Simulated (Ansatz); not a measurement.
## Abstraction of F: C3H8BF + CH3 → C3H8B + CH3F

Species: C3H8BF `CCB(C)F`, singlet; CH3 (methyl radical) `[CH3]`, doublet; C3H8B `C[B]CC`, doublet; CH3F (fluoromethane) `CF`, singlet. A radical takes F: the energy is the difference in strength between the B–F bond broken and the C–F bond made.

Shapes, held fixed at every level: PBE0-D4/def2-TZVP. Flexible molecules stand in one conformer, not always the lowest. Programs: Ansatz 0.2.0. The zero-point and thermal change to 298 K, harmonic and unscaled (PBE0-D4/def2-TZVP), is +7.9 kJ/mol.

Task: Estimate ΔH(298 K) of this reaction.

Result: The highest level, CCSD(T)/CBS estimate, gives ΔH(298 K) = +252.8 kJ/mol; the levels span +241.4 to +265.5. The column of differences is taken from that level and isn't an error. No measured value is set beside it here. Open shells run unrestricted. The CBS estimate extrapolates MP2 from def2-TZVPP and def2-QZVPP and adds CCSD(T) − MP2 in the triple-zeta set, cores frozen. Times are processor times on shared x86 and Arm servers, and rough.

```csv
level,kind,ΔH(298 K) (kJ/mol),less CCSD(T)/CBS estimate,CPU time (sum over the molecules)
MP2/def2-SVP,perturbation theory,+265.5,+12.7,–
PBE0-D4/def2-TZVPP,global hybrid,+241.4,-11.4,23 s
r2SCAN0-D4/def2-TZVPP,global hybrid,+256.2,+3.4,36 s
wB97M-V/def2-TZVPP,range-separated hybrid,+255.9,+3.1,83 s
CCSD(T)/def2-TZVPP,coupled cluster or CI,+254.9,+2.1,6.8 min
CCSD/def2-TZVPP,coupled cluster or CI,+256.9,+4.1,–
CCSD(T)/CBS estimate,coupled cluster or CI,+252.8,0.0,9 min
```

Taking fluorine from boron with a methyl radical is strongly uphill at every level, at +252.8 kJ/mol by the highest, so the B–F bond broken is far stronger than the C–F bond made. Both bonds are polar, but boron is the more electropositive partner, and its formally empty p orbital accepts π density from the fluorine lone pairs. Saturated carbon in fluoromethane has no comparable acceptor, and the boryl radical left behind loses this π donation along with the σ bond.

The spread between levels is small beside the reaction enthalpy and leaves its sign in no doubt. PBE0 alone falls below the highest level, while r2SCAN0, with the same share of exact exchange, lies close to it; this suggests that the semilocal part of the functional matters here. With two molecules on each side, entropy is unlikely to overturn the preference, so fluorine transfer from fluoromethane to the boryl radical should be favourable thermodynamically. How fast that reverse step would run doesn't follow from these enthalpies.
